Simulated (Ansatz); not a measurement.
**Loss of H2: C2H5ClGe → C2H3ClGe + H2**

Gas-phase species: C2H5ClGe `C=[CH][GeH2][Cl]`, singlet; C2H3ClGe `C#[C][GeH2][Cl]`, singlet; H2 (hydrogen), singlet. This is a balance of energies; it says nothing on the path, which may need atoms to shift.

Shapes, held fixed at every level: PBE0-D4/def2-TZVP. Flexible molecules stand in one conformer, not always the lowest. Programs: Ansatz 0.2.0. The zero-point and thermal change to 298 K, harmonic and unscaled (PBE0-D4/def2-TZVP), is -26.8 kJ/mol.

```tsv
level	kind	ΔH(298 K) (kJ/mol)	less CCSD(T)/def2-TZVPP
HF/def2-TZVPP	Hartree–Fock	+155.0	-1.0
BHLYP-D4/def2-TZVPP	global hybrid	+175.8	+19.8
wB97X-V/def2-TZVPP	range-separated hybrid	+174.6	+18.6
B2PLYP/def2-TZVPP	double hybrid	+152.8	-3.2
MP2/def2-SVP	perturbation theory	+156.7	+0.7
CCSD(T)/def2-SVP	coupled cluster or CI	+166.0	+10.0
CCSD(T)/def2-TZVPP	coupled cluster or CI	+156.0	0.0
```

The highest level, CCSD(T)/def2-TZVPP, gives ΔH(298 K) = +156.0 kJ/mol; the levels span +152.8 to +175.8. The column of differences is taken from that level and isn't an error. No measured value is set beside it here. Relativity is left out for Ge. Outer-core shells of Ge are correlated, in sets that cover them unevenly.

Dehydrogenation of the vinylgermane to the ethynylgermane is strongly endothermic at every level, with +156.0 kJ/mol at the highest. Two C–H bonds are given up for one H–H bond and a second π bond between the carbons, and these gains don't repay the cost. The Ge–Cl and Ge–H bonds remain intact, so the germyl group acts only as a substituent. The vibrational and thermal term of -26.8 kJ/mol eases the reaction, mainly because C–H stretching and bending modes are lost.

The closeness of Hartree–Fock to the coupled-cluster value probably reflects cancellation of correlation effects between the two sides, not a sound description of the triple bond. MP2 in the smaller basis likewise owes its agreement partly to compensating errors, since coupled cluster itself lies 10.0 kJ/mol higher in that basis. This sensitivity leaves the basis-set limit open, though hardly the endothermic sign. Release of a gas molecule favours dehydrogenation entropically, but the enthalpies alone don't fix the temperature at which it would become favourable.
